## Valence order and the conduction valley in boron arsenide

The table lists the electron levels of BAs at seven wave vectors k. Four of the listed levels lie below the gap, with "level under 4" the deepest of them, and two lie above it. The filled 3d levels of As lie deeper still and are not listed. Energies are counted from the valence top at Γ, the point k = 0.

Kohn-Sham levels of BAs (space group F-43m) at points of a 10×10×10 k mesh, calculated with ABINIT 10.8.3 using the PW91 functional, JTH PAW PBE v2.0 datasets and a wave cutoff of 408.171 eV, without spin polarisation or spin-orbit coupling. Energies are counted from the valence top, and the third coordinate of every listed k point is 0.

| point a (reciprocal cell vector) | point b (reciprocal cell vector) | level under 4 (eV) | level under 3 (eV) | level under 2 (eV) | level under 1 (eV) | level over 1 (eV) | level over 2 (eV) |
| --- | --- | --- | --- | --- | --- | --- | --- |
| 0.0000 | 0.0000 | -15.396 | 0.000 | 0.000 | 0.000 | 3.290 | 3.290 |
| 0.3000 | 0.0000 | -13.983 | -6.035 | -1.379 | -1.379 | 2.925 | 4.813 |
| -0.1000 | 0.1000 | -14.962 | -2.447 | -1.610 | -0.301 | 3.716 | 3.758 |
| 0.2000 | 0.2000 | -14.530 | -3.000 | -2.120 | -2.120 | 2.010 | 5.320 |
| -0.2000 | 0.2000 | -13.721 | -5.462 | -4.050 | -1.289 | 3.937 | 5.133 |
| -0.3000 | 0.3000 | -12.049 | -7.475 | -5.803 | -2.632 | 2.914 | 7.292 |
| 0.5000 | 0.5000 | -11.235 | -8.499 | -4.064 | -4.064 | 1.463 | 1.463 |

### 1. Does the deepest level really go up and down?

Read down the table, level under 4 rises, falls and rises again. The rows, however, do not follow one path through the crystal's momentum space. With A for the edge of the cubic cell, a point (a, b) has the Cartesian components (b − a, a − b, a + b) in units of 2π/A. This places (0.3, 0) on the line from Γ to L, (0.2, 0.2) on the line to X, and (0.5, 0.5) at X itself. The three points with a = −b lie on the line from Γ to K.

Sorted by distance from Γ, the deepest level rises at every step, whatever the direction. It starts at −15.396 eV and ends at −11.235 eV at X. The zigzag belongs to the order of the rows.

### 2. Why does it rise, and how fast?

At Γ the deepest state is the fully bonding combination of s orbitals, with the same sign on every atom. A finite k makes the wave change phase from cell to cell, which weakens the bonding and adds kinetic energy. The limiting case is a free electron of mass m, whose energy rises as

E = ħ²k²/2m.

For A = 4.777 Å, a wave vector of length 2π/A costs 6.59 eV. The point (0.2, 0.2) lies at 0.4 of that length, so the estimate is 0.4² × 6.59 = 1.05 eV. The calculated rise is 0.87 eV. This estimate has no adjustable constant, and it is too high at every point away from Γ.

The excess has a plain cause. The crystal potential mixes the wave with others of higher energy, and such mixing pushes the lowest level down. The push grows with k, because some of those other waves come closer in energy. At X the effect is strongest. The waves travelling forwards and backwards have the same kinetic energy there, and because B and As attract electrons differently, the two waves combine into one lower and one higher level. The calculated rise is therefore about 82% of the free-electron value at the point nearest Γ, but only 63% at X.

### 3. Why do the top two valence levels sometimes coincide?

At Γ the valence top consists of three equal levels, built from p orbitals along the three equivalent cubic axes. Choosing a direction for k breaks this equivalence. One p orbital then points along k, and two point across it. Whether those two stay equal depends on the symmetry that remains.

Towards L, a rotation by a third of a turn about k, together with the mirror planes that contain k, keeps the two crosswise levels equal. Towards X, a quarter turn combined with a reflection exchanges them but reverses k; time reversal then restores k, so their energies agree. Towards K, the two crosswise directions are different in the crystal, and no operation links them. The numbers follow this pattern: the top two levels coincide at Γ, at X and on the lines to L and X, but lie at least 1.3 eV apart at all three points towards K.

### 4. Where do the levels show that B and As are different atoms?

The clearest place is X. Each atom has two neighbours on one side along the wave's direction and two on the other, and the wave reaches the two sides with opposite signs. The couplings of an s orbital to the four neighbouring s orbitals therefore cancel. Its couplings to the p orbitals along k add up, because those orbitals also change sign from one side to the other.

Two separate partnerships result: As s with B p, and B s with As p. If both atoms were the same element, as in diamond or silicon, the two would be equivalent and their bonding levels would coincide. In BAs these levels, level under 4 and level under 3, are 2.736 eV apart. Since the s level of a free As atom is deeper than that of B, the lower one should belong mainly to As s.

### 5. Why, then, are the two conduction levels at X equal?

Both stand at 1.463 eV, although the symmetry of the crystal allows the lowest such pair to split. If they are the antibonding partners of the two combinations just described, a simple argument shows how they can come close. The As s–B p partnership has the lower average energy, which pulls both its levels down. It also has the larger s–p energy difference, which pushes its bonding level down but its antibonding level up.

The two effects thus add in the valence pair and oppose each other in the conduction pair. That they should cancel to the last printed digit looks like a coincidence of this compound; the levels alone do not identify the orbitals. A related crystal with unlike atoms should keep a split valence pair, but it need not keep the equal conduction pair.

### 6. Is the gap direct, and where do the electrons collect?

The smallest vertical gap, between levels at the same k, is 3.290 eV at Γ. The lowest conduction level in the table is at X, less than half as high above the valence top. The gap is therefore indirect. At Γ the two listed conduction levels are equal, which fits the threefold antibonding p level known for this compound, whose third member falls outside the table; an s-like level would be single. In GaAs such an s-like level lies low and makes the gap direct, whereas in BAs, as in silicon, it does not come lowest.

X is not the bottom of the conduction band either. The full mesh of the same calculation gives a gap of 1.202 eV, so the minimum lies at least 0.26 eV below the level at X; the mesh may miss the exact bottom by a little. The near-equal pair explains why. In silicon, where symmetry makes the two levels meet at X, their curves cross there with opposite slopes, and one of them must fall on the way back towards Γ. A nearly equal pair behaves in much the same way, and the valley of BAs is known to lie about 0.8 of the way from Γ to X.

For a light source this difference in k matters as much as the size of the gap. An electron in the valley and a hole at Γ differ in momentum by far more than a photon can carry, so a lattice vibration or a defect must take part when they recombine and emit light. BAs is therefore a poor light emitter, while its use as a transistor channel does not depend on a direct gap.

### 7. What would change if spin-orbit coupling were switched on?

The three equal levels at Γ would separate. Counting spin they hold six states: four move up by one third of the splitting, and two move down by two thirds, so that their average stays put. With a splitting of roughly 0.2 eV, a recalled value, the valence top rises by about 0.07 eV and the gap shrinks by nearly as much.

The pairs on the lines to L and X would separate too, because their equality rests on orbital symmetry without spin. Away from Γ, the equal levels of question 3 are thus exact for this calculation but not for the real crystal. The gap stays indirect, since the shift is small beside the 2.1 eV between the smallest vertical gap and the gap on the mesh.

### 8. Which digits can be trusted?

The answer depends on the use. Within this calculation, levels that symmetry makes equal agree to the third decimal, but such agreement does not prove a symmetry, as the conduction pair at X shows. Nor does it show that the levels themselves are settled to that digit; this would take further runs with a higher wave cutoff and a denser k mesh. As a forecast of the real gap, even the first decimal fails: the measured value is roughly 1.8 eV, again a recalled figure, about 0.6 eV above the calculated one. Spin-orbit coupling and lattice vibrations would lower the calculated gap further, so the shortfall is put down to the semilocal functional, which is known to place conduction levels too low.

That error shifts the conduction levels largely together. The order of the valleys is therefore much safer than their height above the valence top. An engineer can rely on the indirect gap and on a valley near X, but should take the size of the gap from measurement or from a higher level of theory.
